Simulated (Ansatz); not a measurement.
The HOMO–LUMO gap down a group: B to Ga

One atom is swapped for its congeners: C6H15B (triethylborane) `CCB(CC)CC`; C6H15Al (triethylaluminium) `C[CH2][Al]([CH2]C)[CH2]C`; C6H15Ga (triethylgallium (TEGa)) `C[CH2][Ga]([CH2]C)[CH2]C`. All are singlets with charge 0.

Shapes, held fixed at every level: PBE0-D4/def2-TZVP. Programs: Ansatz 0.2.0. Values in eV.

| level | C6H15B | C6H15Ga |
| --- | --- | --- |
| PBE-D4/def2-TZVPP | 5.24 | 4.30 |
| B3LYP-D4/def2-TZVPP | 7.18 | 5.81 |
| BHLYP-D4/def2-TZVPP | 9.94 | 8.14 |
| PBE0-D4/def2-TZVPP | 7.58 | 6.30 |
| r2SCAN0-D4/def2-TZVPP | 7.97 | 6.60 |
| wB97M-V/def2-TZVPP | 11.77 | 10.09 |

(1) Estimate the column for C6H15Al from its neighbours.

Answers

(1) The mean of the neighbours at wB97M-V/def2-TZVPP is 10.93 eV, against 10.24 from the run: the member lies nearer Ga. All rows: PBE-D4/def2-TZVPP 4.50; B3LYP-D4/def2-TZVPP 6.10; BHLYP-D4/def2-TZVPP 8.45; PBE0-D4/def2-TZVPP 6.52; r2SCAN0-D4/def2-TZVPP 6.87; wB97M-V/def2-TZVPP 10.24 eV. At wB97M-V/def2-TZVPP the HOMO–LUMO gap falls at every step, from 11.77 to 10.09 eV. Every level shows the same order. Relativity is left out for Ga unless named. Orbital gaps aren't excitation energies, and the LUMO depends on the basis.

The gap narrows from boron to gallium with every functional, but most of the fall comes between boron and aluminium, and the last step is small. In these trivalent alkyls the highest occupied levels are mainly M–C σ bonding, while the lowest empty valence level is expected to have strong character of the vacant p orbital on the central atom. Boron's compact valence shell overlaps well with carbon, which holds the σ levels deep, and hyperconjugation from the ethyl groups pushes the empty p level up. Both effects weaken with the longer, more polar bonds to aluminium. Gallium changes little further, probably because its filled 3d shell screens the nuclear charge poorly and keeps its valence shell close in size to aluminium's.

The order is thus robust, whereas the size of the gap is not, probably in large part because the functionals differ in their share and range of exact exchange. The aluminium value describes the monomer and shouldn't be carried over to the ethyl-bridged dimer, in which bridging engages the vacant p orbital.
